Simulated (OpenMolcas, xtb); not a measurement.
# CH4FSi (SMILES [CH2][SiH2]F): methods side by side

The species is CH4FSi (7 atoms), meant as a doublet with charge 0. SMILES: `[CH2][SiH2]F`. The shape is that of a PBE0-D4/def2-TZVP optimisation. This is one conformer, not always the lowest.

Each level gives the vertical energy of the quartet above the doublet (eV). The values are calculated.

```json
{"level": "GFN2-xTB", "kind": "semi-empirical", "program": "xtb", "value (eV)": "7.07"}
{"level": "UHF/6-311+G**", "kind": "Hartree–Fock", "program": "OpenMolcas", "value (eV)": "8.35"}
{"level": "USVWN5/6-311+G**", "kind": "LDA", "program": "OpenMolcas", "value (eV)": "7.13"}
{"level": "U-revPBE/6-311+G**", "kind": "GGA", "program": "OpenMolcas", "value (eV)": "7.24"}
{"level": "UPBE/6-311+G**", "kind": "GGA", "program": "OpenMolcas", "value (eV)": "7.18"}
{"level": "U-r2SCAN/6-311+G**", "kind": "meta-GGA", "program": "OpenMolcas", "value (eV)": "7.48"}
{"level": "UB3LYP/6-311+G**", "kind": "global hybrid", "program": "OpenMolcas", "value (eV)": "7.70"}
```

The values span 7.07 to 8.35 eV. The xTB rows lack spin polarisation, so open shells miss the exchange term that lowers them.

Every level places the quartet far above the doublet, from 7.07 to 8.35 eV, so the doublet is clearly the lower of the two spin states at this geometry. The radical has one unpaired electron, largely in a carbon 2p orbital, and no π bond whose electrons could be unpaired cheaply. Reaching the quartet therefore means breaking up a σ pair, probably in the Si–H or Si–C framework, and promoting one electron to a σ* or diffuse orbital. The exchange gained from three parallel spins repays only a small part of that cost.

The Hartree–Fock value is the highest, although neglecting opposite-spin correlation normally favours the high-spin state; the methods may have converged to quartets with different orbital occupations. The spread thus leaves the size of the gap less certain than its sign. Because the quartet is held at a bonded geometry that its σ* occupation would tend to stretch, the gap measures neither the relaxed quartet energy nor a bond strength.
